**Question**

Platinum and cobalt atoms sit on the silicon-terminated (001) face of WSi₂, one adatom to each square surface cell of edge 3.20 Å. An adatom at the top site touches one Si atom. At the bridge it touches two, and in the hollow four, with a W atom straight below. A more negative adsorption energy means stronger binding.

One Co or Pt atom per 1×1 cell on a six-plane, Si-terminated WSi₂(001) slab, relaxed from the start site with the lower three planes fixed (Ansatz 0.2.0, scalar-relativistic PBEsol, plane-wave PAW, 420 eV cutoff, 9×9×1 k mesh). Adsorption energies are relative to the clean slab and the free, spin-polarised atom; on the slab, only Co was treated with spin polarisation.

```csv
adsorbate,start site,start site atoms,adsorption energy (eV),shortest contact,shortest contact length (Å)
Co,bridge,Si-Si,-4.804,Co-Si,2.105
Co,top,Si,-3.582,Co-Si,2.137
Pt,bridge,Si-Si,-6.743,Pt-Si,2.266
Pt,hollow over,W,-7.095,Pt-Si,2.528
Pt,top,Si,-5.748,Pt-Si,2.182
```

(a) For Pt, the second Si neighbour brings about 1 eV, but the third and fourth together only about a third of that. Why? (b) From top to bridge the Pt–Si bond lengthens, while the Co–Si bond shortens. What does this do to the binding, and what may cause it?

**Model answer**

(a) The four Si atoms around the hollow are too far apart for Pt to reach them all at a good bond length. Half the diagonal of the square is 3.20/√2 = 2.26 Å, which is practically the whole Pt–Si bond length at the bridge, 2.266 Å. To form four bonds that short, Pt would have to sink almost into the Si plane. In the unrelaxed lattice that would put it about 1.4 Å from the W atom below, far too close for two metal atoms.

Pt therefore stops about 1.1 Å above the Si plane, and its four bonds are stretched to 2.528 Å. The hollow offers twice as many bonds as the bridge, but each is weaker. The two effects nearly cancel.

A rough estimate makes this plausible. In a simple picture, an adatom binds because its partly filled levels broaden as electrons hop to and from the neighbours. The broadening grows as the root of the sum of the squared hopping strengths, so Z equal neighbours count as √Z and not as Z. If the repulsion between the atoms is taken to scale along with this gain, the whole binding energy follows the same rule.

Hopping also weakens with bond length d, roughly as d⁻² between s and p orbitals and as d⁻³·⁵ between a d orbital and an s or p orbital. For Pt in the hollow relative to the bridge this gives

√(4/2) × (2.266/2.528)² = 1.41 × 0.80 = 1.14

√(4/2) × (2.266/2.528)³·⁵ = 1.41 × 0.68 = 0.96

The table has 7.095/6.743 = 1.05, between the two. Had the bonds kept their length, the factor of 1.41 would have meant a gain of nearly 3 eV. By this estimate, the stretching removes most of it.

(b) More neighbours usually mean longer bonds, because each bond gets a smaller share of the electrons. Pt follows this rule from top to bridge and Co breaks it. At the bridge Co thus has both more bonds and slightly shorter ones, so it should gain more in proportion than Pt. It does: its binding grows by 34 percent, that of Pt by 17 percent.

The oddity may lie in the top site, where the Co–Si bond is only 0.045 Å shorter than the Pt–Si bond, against 0.161 Å at the bridge. The same calculations give a magnetic moment of 1.55 Bohr magnetons per cell there, against 0.80 at the bridge. A larger moment generally means that more electrons of one spin occupy antibonding states, which loosens the bond. With a single Si neighbour the 3d levels of Co should also stay narrower, which lets a larger moment survive. This reading fits the numbers but isn't proved by them. A calculation of Co with its moment suppressed would test it.

**Remarks on the reasoning**

The estimate agrees with hollow and bridge being close for Pt, but it can't name the winner. With the slower decay of hopping the hollow wins, with the faster one the bridge does. The calculation itself puts the hollow ahead by 0.35 eV. Direct bonding to the W atom below may tip the balance, since Pt comes much nearer to it in the hollow than at the bridge. The output's 2.423 Å for this distance holds for an unrelaxed slab. As the table names Pt–Si as the shortest contact, the relaxed Pt–W distance must be at least 2.528 Å. The rule leaves the W atom out, so its agreement with the table doesn't prove that stretched Si bonds alone set the energy.

For the step from top to bridge the same rule promises too much. It predicts a growth of 24 to 31 percent for Pt and of 46 to 49 percent for Co, well above the computed values. One possible reason is that adatoms only 3.20 Å apart also bind to one another. Such a part of the energy needn't grow with the number of Si neighbours, so it would dilute the ratios. An assumed share of 1 eV would bring Co into line with the rule, but Pt would still fall short of it. The printed output after this text sets the rule beside all five rows.

These energies describe a dense metal layer and not a lone atom arriving on a bare surface. Nor are their differences barriers for the hop of a single atom, because in so small a cell all adatoms move together. Symmetry also kept each adatom from sliding sideways, so a site in the table need not be a stable resting place. The program also warned of a rough exchange–correlation potential in the thin density outside the surface, for the clean slab and every adatom row except Co at the bridge. How far this shifts the energies is unknown, so the lead of the hollow is less secure than the large gap between top and bridge.

The ratios and percentages also depend on the computed energies of the free atoms, which carry errors of their own, such as the missing spin–orbit coupling for Pt. The energy differences between sites of one element don't, because the free atom cancels.

The analysis program printed:

```
Geometry from bond length and lattice:
  row  Si_neighbours  height_over_Si_plane_A  rigid_lattice_distance_to_W_A
   Co              2                   1.366                          3.109
   Co              1                   2.137                          4.115
   Pt              2                   1.603                          3.315
   Pt              4                   1.124                          2.423
   Pt              1                   2.182                          4.153
Binding relative to top site of same element:
  row  computed  root_Z_only  with_d^-2  with_d^-3.5  computed_less_assumed_1_eV
   Co     1.341        1.414      1.458        1.491                       1.473
   Co         1            1          1            1                           1
   Pt     1.173        1.414      1.311        1.239                        1.21
   Pt     1.234            2       1.49        1.195                       1.284
   Pt         1            1          1            1                           1
Pt gain from top to bridge (eV): 0.995
Pt gain from bridge to hollow (eV): 0.352
Co gain from top to bridge (eV): 1.222
Pt-Si length change from top to bridge (A): 0.084
Pt-Si length change from bridge to hollow (A): 0.262
Co-Si length change from top to bridge (A): -0.032
Height over Si plane if hollow Pt had bridge-length bonds (A): 0.08219
Rigid-lattice Pt-W distance in that case (A): 1.381
Least growth of Si-W plane gap for W to be no nearer than Si in hollow (A): 0.1053
Pt hollow over bridge binding, computed ratio: 1.052
Pt hollow over bridge binding, model with d^-2: 1.136
Pt hollow over bridge binding, model with d^-3.5: 0.9643
Co cell moment lost from top to bridge (Bohr magnetons): 0.7436
```
